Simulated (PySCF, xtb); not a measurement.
# Ranking isomers of CH5SeSi+

4 gas-phase structures of CH5SeSi+, found in a search over its isomers (lower ones may exist). Each was relaxed with GFN2-xTB:

A. a singlet given by its coordinates
B. a singlet given by its coordinates
C. `C=[Se+][SiH3]`, a singlet
D. `C[Se+]=[SiH2]`, a singlet

B (Å):

```xyz
8

C    -1.7935    0.0582   -0.4645
Se    1.3164   -1.5377    0.0832
Si   -0.0586    0.1891    0.2353
H     2.4379   -0.8991    0.7470
H    -2.0085    0.8716   -1.1607
H    -1.9333   -0.8843   -0.9974
H    -2.5448    0.1079    0.3249
H     0.3610    1.4247    0.8767
```

Close contacts (Å): C1–Si3 1.88, Se2–Si3 2.21, C1–H5 1.09, C1–H6 1.09, C1–H7 1.09, Se2–H4 1.45, Si3–H8 1.45.

A (Å):

```yaml
atoms:
  - { symbol: C, position_ang: [-2.1693, 0.0397, 0.4629] }
  - { symbol: Se, position_ang: [-0.9821, -1.4639, 1.0711] }
  - { symbol: Si, position_ang: [-0.6960, 0.3617, -0.6565] }
  - { symbol: H, position_ang: [-3.0715, -0.3718, 0.0145] }
  - { symbol: H, position_ang: [-2.4203, 0.7140, 1.2761] }
  - { symbol: H, position_ang: [0.3299, 1.2753, -0.1793] }
  - { symbol: H, position_ang: [-0.6938, -0.2830, -1.9579] }
  - { symbol: H, position_ang: [-0.3645, -0.7269, 2.1593] }
```

Close contacts (Å): C1–Se2 2.01, C1–Si3 1.88, Se2–Si3 2.53, C1–H4 1.09, C1–H5 1.09, Se2–H8 1.45, Si3–H6 1.45, Si3–H7 1.45.

Make a reasoned guess at their ranking by r2SCAN-D4/def2-SVP single-point energy.

Calculated order at r2SCAN-D4/def2-SVP: B (0.0), D (66.9), A (82.7), C (142.8) kJ/mol.

Energies above the lowest of each column, in kJ/mol; the last columns are at PBE0-D4/def2-SVP geometries and were run for some of them only (a dash: not run or not comparable):

```tsv
structure	GFN2-xTB	HF/STO-3G	r2SCAN-D4/def2-SVP	PBE0-D4/def2-SVP	CCSD(T)/def2-SVP + ΔMP2/def2-TZVPP
B	0.0	0.0	0.0	0.0	0.0
D	3.9	45.2	66.9	69.1	59.4
A	104.3	91.3	82.7	79.3	–
C	113.3	137.7	142.8	–	–
```

Every level run on B puts it lowest or level with the lowest. Some further structures that were screened fall inside this span and aren't listed. Frequencies (GFN2-xTB) were run for B, D alone. ΔMP2 is the change of the MP2 energy from the smaller to the larger basis.

Over these structures GFN2-xTB departs from r2SCAN-D4/def2-SVP by 28.5 kJ/mol on average once a common shift is removed. A GFN2-xTB relaxation took about 0.27 s and the r2SCAN-D4/def2-SVP energy about 17 s on a shared host (PySCF 2.14.0, xtb 6.7.1).

The ion prefers its positive charge at silicon, with methyl on silicon and hydrogen on selenium. In B the Se–Si distance of 2.21 Å suggests that a selenium lone pair donates into the formally empty silicon p orbital, giving partial double bonding. D can use the same donation, but moving methyl to selenium trades a Si–C and a Se–H bond for a Se–C and a Si–H bond and removes methyl's direct stabilisation of the electron-poor silicon. In A, selenium can reach silicon only across a strained three-membered arrangement, and the 2.53 Å contact points to a weak, bridging interaction. C probably lies highest because it keeps the hydrogens on silicon and leaves an electron-poor CH2 group, whereas silicon, being more electropositive, bears cationic character more readily.

The order is the same wherever the structures were compared, but the spacing is not: GFN2-xTB nearly merges B and D, while the coupled-cluster-based estimate keeps them 59.4 kJ/mol apart. These relative energies don't show how readily the isomers interconvert.
